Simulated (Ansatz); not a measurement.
**Relative energies of CH9GeNSi isomers**

2 of its isomers, all singlets with charge 0: A = `C[SiH2][NH][GeH3]`; B = `C[N]([SiH3])[GeH3]`.

Shapes, held fixed at every level: PBE0-D4/def2-TZVP. Flexible molecules stand in one conformer, not always the lowest. Programs: Ansatz 0.2.0.

A:

```xyz
13

C     0.5569    2.0505   -0.8510
Si   -0.4029    0.4522   -0.7655
N     0.4263   -0.7386    0.1622
Ge   -0.3033   -1.9202    1.3652
H     0.0152    2.7925   -1.4439
H     0.7246    2.4599    0.1476
H     1.5308    1.8961   -1.3237
H    -0.6745    0.0071   -2.1664
H    -1.7162    0.6513   -0.0929
H     1.3639   -0.9771   -0.1274
H    -1.5091   -1.2229    2.0084
H     0.7701   -2.2568    2.4154
H    -0.7614   -3.2288    0.6869
```

B:

```xyz
13

C    -0.3517    1.2334   -0.8161
N    -0.1192    0.0766    0.0371
Si    0.6014    0.3316    1.5762
Ge   -0.2758   -1.5668   -0.7766
H    -1.2411    1.0905   -1.4395
H    -0.5295    2.1284   -0.2106
H     0.4926    1.4495   -1.4838
H     0.5706   -0.9527    2.3217
H    -0.1599    1.3805    2.3119
H     2.0183    0.8007    1.5065
H    -1.6585   -1.6149   -1.4543
H    -0.1355   -2.6462    0.3032
H     0.8090   -1.7453   -1.8607
```

Electronic energies in kJ/mol, without zero-point or thermal terms.

(1) Which isomer should be the most stable, and roughly by how much?

Answers

(1) A < B in rising energy, over a span of 84 kJ/mol, by CCSD(T)/def2-TZVPP. All levels agree on that. The B − A difference spans +71.2 to +88.0 kJ/mol over the levels. Relativity is left out for Ge. Outer-core shells of Ge are correlated in most correlated rows, in sets that cover them unevenly.

```
              level                    kind  B − A
      HF/def2-TZVPP            Hartree–Fock  +86.8
  PBE-D4/def2-TZVPP                     GGA  +84.0
B3LYP-D4/def2-TZVPP           global hybrid  +83.1
BHLYP-D4/def2-TZVPP           global hybrid  +84.8
 PBE0-D4/def2-TZVPP           global hybrid  +86.4
 wB97M-V/def2-TZVPP  range-separated hybrid  +88.0
       MP2/def2-SVP     perturbation theory  +71.2
 CCSD(T)/def2-TZVPP   coupled cluster or CI  +84.1
```

The preference for A, with methyl on silicon and hydrogen on nitrogen, comes mainly from the bonds exchanged between the isomers. Both keep one Si–N and one Ge–N linkage, so the strength of those bonds alone cannot explain the gap. Going from A to B replaces a Si–C and an N–H bond with a C–N and a Si–H bond. The strong, polar N–H bond is lost, and the new Si–H bond does not make up for it, while Si–C and C–N single bonds are much closer in strength. Crowding around the fully substituted nitrogen in B may add a smaller penalty.

Hartree–Fock already gives +86.8 kJ/mol, close to the coupled-cluster +84.1, which suggests that correlation contributions largely cancel between the two bonding patterns. The lower MP2 value of +71.2 probably owes something to its smaller basis, and it leaves the order intact. The comparison does not identify the global minimum, since isomers such as the one with methyl on germanium are not included.
